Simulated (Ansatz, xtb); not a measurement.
Ligand exchange: BH(CH3)Cl + CH2I2 → BH(CH3)I + CH2ClI

Gas-phase species: BH(CH3)Cl, singlet; CH2I2 (diiodomethane) `ICI`, singlet; BH(CH3)I, singlet; CH2ClI `ClCI`, singlet. The partners trade Cl for I: B–Cl and C–I bonds give way to B–I and C–Cl.

Shapes, held fixed at every level: PBE0-D4/def2-TZVP. Programs: Ansatz 0.2.0, xtb 6.7.1. The zero-point and thermal change to 298 K, harmonic and unscaled (PBE0-D4/def2-TZVP), is +0.3 kJ/mol.

(1) Estimate ΔH(298 K) of this reaction.

## Answers

(1) The highest level, CCSD(T)/def2-TZVPP, gives ΔH(298 K) = +43.8 kJ/mol; the levels span -11.2 to +51.0. They disagree on the sign: 8 of 9 are positive. The column of differences is taken from that level and isn't an error. No measured value is set beside it here. For atoms past krypton def2 sets carry core potentials with scalar relativity. Outer-core shells of I are correlated, in sets that cover them unevenly.

| level | kind | ΔH(298 K) (kJ/mol) | less CCSD(T)/def2-TZVPP |
| --- | --- | --- | --- |
| GFN2-xTB | semi-empirical | -11.2 | -55.0 |
| HF/def2-TZVPP | Hartree–Fock | +41.6 | -2.2 |
| SPW92/def2-TZVPP | LDA | +37.5 | -6.3 |
| PBE0-D4/def2-TZVPP | global hybrid | +39.5 | -4.3 |
| wB97M-V/def2-TZVPP | range-separated hybrid | +44.0 | +0.2 |
| MP2/def2-SVP | perturbation theory | +51.0 | +7.2 |
| CCSD(T)/def2-SVP | coupled cluster or CI | +48.3 | +4.5 |
| CCSD/def2-TZVPP | coupled cluster or CI | +43.9 | +0.1 |
| CCSD(T)/def2-TZVPP | coupled cluster or CI | +43.8 | 0.0 |

The exchange is clearly endothermic: boron keeps chlorine and carbon keeps iodine. Both elements bind chlorine more strongly than iodine, but the preference is greater at boron. The B–Cl bond is more polar, and the chlorine lone pair overlaps better with the empty boron 2p orbital than the larger, more diffuse iodine 5p lone pair does. Forming C–Cl therefore doesn't repay the loss of B–Cl.

Hartree–Fock already comes within 2.2 kJ/mol of CCSD(T) in the same basis, which suggests that correlation contributions largely cancel when the number and broad type of bonds are conserved. Triples hardly matter, whereas going from def2-SVP to def2-TZVPP lowers the CCSD(T) value from +48.3 to +43.8 kJ/mol, so basis incompleteness is the more likely remaining concern. The negative GFN2-xTB value probably reflects an imbalance in its parametrised boron–halogen and carbon–halogen bond energies. With equal numbers of gas molecules on both sides, entropy is unlikely to overturn the preference for reactants, though the enthalpy says nothing about the exchange barrier.
